**Ionisation energy of acetylene: basis error, method error and noise**

The table holds the error of the vertical ionisation energy of C2H2 at levels from HF to CCSDT(Q) and three AFQMC variants in cc-pVDZ, and at HF, MP2 and CCSD(T) at the basis limit, all against a best estimate of 11.545 eV (CCSD(T) at the limit plus the step to CCSDT(Q), frozen cores). The program fits nothing: it splits each error into a basis and a method part, derives the change of the neutral and of the cation at each rung, and sets the AFQMC deviations against their noise. Its one parameter-free estimate takes the correlation part of the gap as 1/5 of the neutral's correlation energy (45 electron pairs against 36), which is 8 % high at CCSDT(Q) and misses by 12 % at MP2 and CCSD. The output shows a basis shift of about 0.3 eV that lies in the correlation, a cancellation behind the small MP2 error in cc-pVDZ, and a cancellation of −11 and +12 meV behind the accuracy of CCSD(T). The AFQMC rows lie within about one standard error of CCSDT(Q) and cannot be ranked.

Calculated values. Vertical ionisation energy of C2H2 (neutral singlet, RHF; cation doublet, UHF) at the PBE0/def2-TZVP geometry, from Ansatz 0.2.0 and AFQMC afq 1 (own program). Cores are frozen and the basis is cc-pVDZ, except in the CBS rows (def2-TZVPP/QZVPP limit). The best estimate is CCSD(T)/CBS plus the step to CCSDT(Q) in cc-pVDZ.

## The fit in Python

```python
# Table: error (meV) of the vertical ionisation energy of C2H2 by level (HF to CCSDT(Q) and AFQMC in cc-pVDZ,
# HF/MP2/CCSD(T) at the basis limit; Ansatz and own AFQMC) against CCSD(T)/CBS + step to CCSDT(Q)/cc-pVDZ.
# Worked out: split into basis and method error, steps per charge state, noise, one pair-counting estimate.
T = {
    'row_level': ['HF', 'MP2', 'CCSD', 'CCSD(T)', 'CCSDT', 'CCSDT(Q)', 'ph-AFQMC/CISD', 'released AFQMC', 'free AFQMC', 'HF/CBS', 'MP2/CBS', 'CCSD(T)/CBS'],
    'row_error': [-1719.0, -140.0, -403.0, -294.0, -305.0, -293.0, -283.0, -317.0, -292.0, -1740.0, 183.0, -1.0],  # meV
    'row_noise': [0.0, 0.0, 0.0, 0.0, 0.0, 0.0, 22.0, 22.0, 32.0, 0.0, 0.0, 0.0],  # meV
}
from math import comb, sqrt
from scipy.constants import physical_constants as pc, calorie, N_A, e
E = dict(zip(T['row_level'], T['row_error'])); S = dict(zip(T['row_level'], T['row_noise']))
# typed from further outputs of the same runs (neutral molecule, cc-pVDZ, eV)
best = 11.545
N = {'HF': -2090.54144, 'MP2': -2097.46653, 'CCSD': -2097.93500, 'CCSD(T)': -2098.23242,
     'CCSDT': -2098.24324, 'CCSDT(Q)': -2098.27029, 'ph-AFQMC/CISD': -2098.26986, 'free AFQMC': -2098.29969}
sN = {'ph-AFQMC/CISD': 17.293, 'free AFQMC': 19.245}  # meV
rel = [-2098.26059, -2098.2624, -2098.28919, -2098.24644, -2098.24692]
free_prev, target, homo_pbe = -2098.27214, 0.00038, -6.933953
ref = 'CCSDT(Q)'
M = {k: E[k] - (0 if k.endswith('CBS') else E[ref]) for k in E}
print('level | gap eV | error vs best meV | method error meV | noise meV')
for k in E:
    print(f'{k:15s} {best + E[k]/1e3:7.3f} {E[k]:+6.0f} {M[k]:+6.0f} {S[k]:4.0f}')
print('method error: vs CCSDT(Q) in cc-pVDZ, vs best at CBS; rounding 0.5 meV, 1 meV in differences')
print('cc-pVDZ to limit (meV): shift | correlation part DZ, CBS, change | share in DZ')
sh = {k: E[k + '/CBS'] - E[k] for k in ('HF', 'MP2', 'CCSD(T)')}
print(f"HF       {sh['HF']:+5.0f}")
for k in ('MP2', 'CCSD(T)'):
    a, b = E[k] - E['HF'], E[k + '/CBS'] - E['HF/CBS']
    print(f'{k:8s} {sh[k]:+5.0f} | {a:.0f}, {b:.0f}, {b - a:+.0f} | {100*a/b:.1f} %')
print(f"MP2/cc-pVDZ error {E['MP2']:+.0f} = error at limit {E['MP2/CBS']:+.0f} and basis part {-sh['MP2']:+.0f} meV")
print('step (meV): change of neutral | of cation (derived) | of gap')
for a, b in [('MP2', 'CCSD'), ('CCSD', 'CCSD(T)'), ('CCSD', 'CCSDT'), ('CCSD(T)', 'CCSDT'),
             ('CCSDT', ref), ('MP2', ref)]:
    dn, dg = 1e3*(N[b] - N[a]), E[b] - E[a]
    print(f'{a} to {b}: {dn:+.0f} | {dn + dg:+.0f} | {dg:+.0f}')
f = 1 - comb(9, 2)/comb(10, 2)
print(f'pair count {comb(10, 2)} to {comb(9, 2)}: share lost {100*f:.0f} % (meV below, cc-pVDZ)')
dev = {}
for k in ('MP2', 'CCSD', 'CCSD(T)', ref):
    c, g = 1e3*(N['HF'] - N[k]), E[k] - E['HF']
    dev[k] = f*c/g - 1
    print(f'{k}: neutral corr {c:.0f}, estimate {f*c:.0f}, table {g:.0f} ({100*g/c:.1f} % lost), misfit {100*dev[k]:+.0f} %')
Q = [k for k in E if 'AFQMC' in k]
for k in Q:
    t = f'{k}: {M[k]:+.0f} +- {S[k]:.0f} meV = {M[k]/S[k]:+.2f} sigma'
    if k in sN:
        d = 1e3*(N[k] - N[ref])
        t += f'; neutral {d:+.0f} +- {sN[k]:.0f}, cation {d + M[k]:+.0f} +- {sqrt(S[k]**2 - sN[k]**2):.0f}'
    print(t)
print(f'spread of the three AFQMC gaps {max(E[k] for k in Q) - min(E[k] for k in Q):.0f} meV; '
      f"neutral error target {1e3*target*pc['Hartree energy in eV'][0]:.1f} meV")
print(f"neutral: free run last step {1e3*(N['free AFQMC'] - free_prev):+.0f} meV; "
      f'release energies span {1e3*(max(rel) - min(rel)):.0f} meV')
kc = 1e3*calorie/N_A/e*1e3
dz = [k for k in E if not k.endswith('CBS')]
print(f'cc-pVDZ rows within 1 kcal/mol ({kc:.0f} meV) of best: {sum(abs(E[k]) < kc for k in dz)} of {len(dz)}; '
      f'of CCSDT(Q): {sum(abs(M[k]) < kc for k in dz if k != ref)} of {len(dz) - 1}')
print(f"basis part of CCSD(T) over its method error and over CCSD's: {sh['CCSD(T)']:.0f} vs {abs(M['CCSD(T)']):.0f} and {abs(M['CCSD']):.0f} meV")
print(f'PBE/cc-pVDZ minus HOMO {-homo_pbe:.2f} eV, {-homo_pbe - best:+.2f} eV from best ({-100*homo_pbe/best:.0f} % of it)')
assert all(E[k] < 0 for k in dz) and E['MP2/CBS'] > 0 and M['MP2'] > 0 > M['CCSD']
assert abs(sh['HF']) < 0.1*min(sh['MP2'], sh['CCSD(T)'])
assert E['CCSDT'] < E['CCSD(T)'] and E[ref] > E['CCSDT'] and abs(M['CCSD(T)']) < abs(M['CCSDT'])
assert all(abs(M[k]) < 2*S[k] for k in Q)
```

Printed output:

```
level | gap eV | error vs best meV | method error meV | noise meV
HF                9.826  -1719  -1426    0
MP2              11.405   -140   +153    0
CCSD             11.142   -403   -110    0
CCSD(T)          11.251   -294     -1    0
CCSDT            11.240   -305    -12    0
CCSDT(Q)         11.252   -293     +0    0
ph-AFQMC/CISD    11.262   -283    +10   22
released AFQMC   11.228   -317    -24   22
free AFQMC       11.253   -292     +1   32
HF/CBS            9.805  -1740  -1740    0
MP2/CBS          11.728   +183   +183    0
CCSD(T)/CBS      11.544     -1     -1    0
method error: vs CCSDT(Q) in cc-pVDZ, vs best at CBS; rounding 0.5 meV, 1 meV in differences
cc-pVDZ to limit (meV): shift | correlation part DZ, CBS, change | share in DZ
HF         -21
MP2       +323 | 1579, 1923, +344 | 82.1 %
CCSD(T)   +293 | 1425, 1739, +314 | 81.9 %
MP2/cc-pVDZ error -140 = error at limit +183 and basis part -323 meV
step (meV): change of neutral | of cation (derived) | of gap
MP2 to CCSD: -468 | -731 | -263
CCSD to CCSD(T): -297 | -188 | +109
CCSD to CCSDT: -308 | -210 | +98
CCSD(T) to CCSDT: -11 | -22 | -11
CCSDT to CCSDT(Q): -27 | -15 | +12
MP2 to CCSDT(Q): -804 | -957 | -153
pair count 45 to 36: share lost 20 % (meV below, cc-pVDZ)
MP2: neutral corr 6925, estimate 1385, table 1579 (22.8 % lost), misfit -12 %
CCSD: neutral corr 7394, estimate 1479, table 1316 (17.8 % lost), misfit +12 %
CCSD(T): neutral corr 7691, estimate 1538, table 1425 (18.5 % lost), misfit +8 %
CCSDT(Q): neutral corr 7729, estimate 1546, table 1426 (18.5 % lost), misfit +8 %
ph-AFQMC/CISD: +10 +- 22 meV = +0.45 sigma; neutral +0 +- 17, cation +10 +- 14
released AFQMC: -24 +- 22 meV = -1.09 sigma
free AFQMC: +1 +- 32 meV = +0.03 sigma; neutral -29 +- 19, cation -28 +- 26
spread of the three AFQMC gaps 34 meV; neutral error target 10.3 meV
neutral: free run last step -28 meV; release energies span 43 meV
cc-pVDZ rows within 1 kcal/mol (43 meV) of best: 0 of 9; of CCSDT(Q): 5 of 8
basis part of CCSD(T) over its method error and over CCSD's: 293 vs 1 and 110 meV
PBE/cc-pVDZ minus HOMO 6.93 eV, -4.61 eV from best (60 % of it)
```
